## Activation energy of a variationally optimised rate

Let $s$ be the distance along the minimum-energy path, with $s=0$ and $V=0$ at the reactant minimum. A dividing surface at $s$ gives the unimolecular rate constant (no tunnelling)

$$k^{GT}(T,s)=\frac{k_BT}{h}e^{-G/k_BT},\qquad G(s,T)=V(s)-k_BT\ln\frac{Q^{GT}(T,s)}{Q_R(T)} .$$

The zero of energy is $V(s)$ for $Q^{GT}$ and the minimum for $Q_R$, so mean energies $\langle E\rangle=k_BT^2\,\partial_T\ln Q$ include zero-point energy. Canonical variational theory takes $k^{CVT}(T)=k^{GT}(T,s_*)$, where $s_*(T)$ maximises $G$. The activation energy is $E_a=k_BT^2\,d\ln k^{CVT}/dT$. Subscripts on $G$ denote partial derivatives.

### Model: an H$_2$O monomer leaving Cu(111)

All inputs are illustrative. The path is the height above a rigid atop site, $V=D(1-x)^2$ with $x=e^{-as}$, $D=350$ meV and $a=1.5$ Å$^{-1}$. For a mass of 18.0 u the surface stretch, $\omega=a\sqrt{2D/m}$, is 154 cm$^{-1}$. Two frustrated translations (100 cm$^{-1}$) and two librations (450 cm$^{-1}$) soften as $e^{-\gamma s}$ with $\gamma=0.6$ Å$^{-1}$. The azimuthal rotation and the intramolecular modes are taken to cancel. The five reactant modes are quantum oscillators, which gives $\langle E\rangle_R=150$ meV at 300 K. The $n=4$ soft modes at $s$ are classical, so $\partial_s\ln Q^{GT}=n\gamma$ and $\langle E\rangle_{GT}=4k_BT=103$ meV.

The condition $G_s=0$ reads $2Da\,x(1-x)=n\gamma k_BT$. The maximum is the root with $x<1/2$, and differentiating the condition gives

$$\frac{ds_*}{dT}=-\frac{1-x}{aT(1-2x)} .$$

At 300 K ($k_BT=26$ meV): $x=0.0631$, $s_*=1.84$ Å, $V=307$ meV, $V'=62$ meV Å$^{-1}$, $ds_*/dT=-2.38\times10^{-3}$ Å K$^{-1}$ and $k^{CVT}=4.0\times10^{9}$ s$^{-1}$.

### A wrong attempt

**The derivation in this subsection is wrong.** It differentiates $\ln k^{CVT}=\ln(k_BT/h)+\ln Q^{GT}-\ln Q_R-V(s_*)/k_BT$ term by term.

(a) $k_BT^2\,\dfrac{d}{dT}\ln\dfrac{k_BT}{h}=k_BT$

(b) $k_BT^2\,\dfrac{d}{dT}\left[\ln Q^{GT}-\ln Q_R\right]=\langle E\rangle_{GT}-\langle E\rangle_R$

(c) $k_BT^2\,\dfrac{d}{dT}\left[-\dfrac{V(s_*)}{k_BT}\right]=V(s_*)-TV'(s_*)\dfrac{ds_*}{dT}$

The sum carries a term for a "temperature-dependent barrier",

$$\Delta=-TV'\frac{ds_*}{dT}=\frac{n\gamma}{a}\,k_BT\,\frac{1-x}{1-2x}=44\ \text{meV},$$

and yields the wrong answer $E_a^{\rm wrong}=0.33$ eV.

### The symptom

The result does not match the rate constants it claims to describe. Optimising $s$ afresh at each temperature gives $k^{CVT}(320\,\mathrm K)/k^{CVT}(280\,\mathrm K)=4.41$, an Arrhenius slope of 286 meV.

The extra term also depends on bookkeeping. Move the zero-point energy $Z(s)=\tfrac12\sum_m\hbar\omega_m(s)$, which is 23 meV at $s_*$, out of $Q^{GT}$ and into the potential. Neither $k^{GT}$ nor $s_*$ changes, and the terms at fixed $s$ keep their sum. But $V'$ becomes $V'-\gamma Z$, and $\Delta$ falls to 35 meV. The slope of an unchanged function cannot change.

### The faulty line

Lines (a) and (c) are correct. Line (b) holds $s$ fixed in $Q^{GT}$ while line (c) lets it move. The total derivative in (b) has the further term $k_BT^2\,\partial_s\ln Q^{GT}\,ds_*/dT$. Stationarity, $G_s=0$, states that $k_BT\,\partial_s\ln Q^{GT}=V'$, so the omitted term is $+TV'\,ds_*/dT=-\Delta$. As the surface moves inward the barrier drops and the modes stiffen, and at the maximum of $G$ the two effects on the rate cancel to first order.

### The mended calculation

For $G_*(T)=G(s_*(T),T)$ at a smooth interior maximum,

$$\frac{dG_*}{dT}=G_T+G_s\frac{ds_*}{dT}=G_T ,$$

and therefore

$$E_a=k_BT+G-TG_T=k_BT+V(s_*)+\langle E\rangle_{GT}(s_*)-\langle E\rangle_R ,$$

with every quantity evaluated as if the surface were frozen at $s_*$. For the model, $E_a=26+307+103-150=286$ meV, which is the slope found above.

The motion of the surface first appears one derivative higher. Differentiating $G_s=0$ gives $ds_*/dT=-G_{sT}/G_{ss}$, and $G_{ss}<0$. Since $dE_a/dT=k_B-T\,d^2G_*/dT^2$ and $d^2G_*/dT^2=G_{TT}+G_{sT}\,ds_*/dT$,

$$\frac{dE_a}{dT}=k_B+C^\ddagger,\qquad C^\ddagger=-TG_{TT}-\frac{T\,G_{sT}^2}{|G_{ss}|} .$$

The first part of the activation heat capacity is $C_{GT}-C_R$ at fixed $s$, and the second is never positive. In the model $G_{sT}=-n\gamma k_B$ and $G_{ss}=V''=-2Da^2x(1-2x)=-87$ meV Å$^{-2}$, so the second part is $-1.72\,k_B$. For classical modes it equals $-\Delta/T$. With $C_{GT}=4k_B$ and $C_R=4.29\,k_B$, a frozen surface would give $dE_a/dT=+0.71\,k_B$. The moving surface gives $-1.01\,k_B=-0.087$ meV K$^{-1}$, which reverses the sign of the Arrhenius curvature.

### Size of the error

The slip raises the model's $E_a$ by 44 meV, or 15 per cent. It leaves $k^{CVT}$ at 300 K untouched, so the prefactor $A=k^{CVT}e^{E_a/k_BT}$ is inflated by $e^{\Delta/k_BT}=5.6$, from $2.6\times10^{14}$ to $1.4\times10^{15}$ s$^{-1}$.

Two checks bound the model. At $s_*$ the soft modes lie at 33 and 149 cm$^{-1}$, and quantising them there adds 2 meV to $\langle E\rangle_{GT}$, which is small beside $\Delta$. The harmonic form fails at large $s$, where these modes become free. A surface at infinity has $V=D$ and

$$Q^\infty=\frac{2\pi mk_BT\mathcal A}{h^2}\cdot\frac{k_BT}{2hc\sqrt{\tilde A\tilde B}}=100\times5.2 .$$

The site area is $\mathcal A\approx5.66$ Å$^2$ and the rotational constants are approximately $\tilde A=27.9$ and $\tilde B=14.5$ cm$^{-1}$. The second factor is the classical gas-phase rotor (symmetry number 2) divided by the azimuthal rotor about the $C$ axis of the flat-lying molecule. The ratio $k^{CVT}/k^\infty=0.78$ is below one, so the inner surface is the bottleneck. By detailed balance this ratio is the model's sticking coefficient, and $\gamma$ was chosen to keep it near unity, as is typical of water on metals.

The 286 meV belongs to the model of an isolated monomer. Water on close-packed metals typically desorbs at low temperature from hydrogen-bonded clusters, with activation energies near 0.5 eV, and the model lies some 0.2 eV below that because it contains no hydrogen bonds.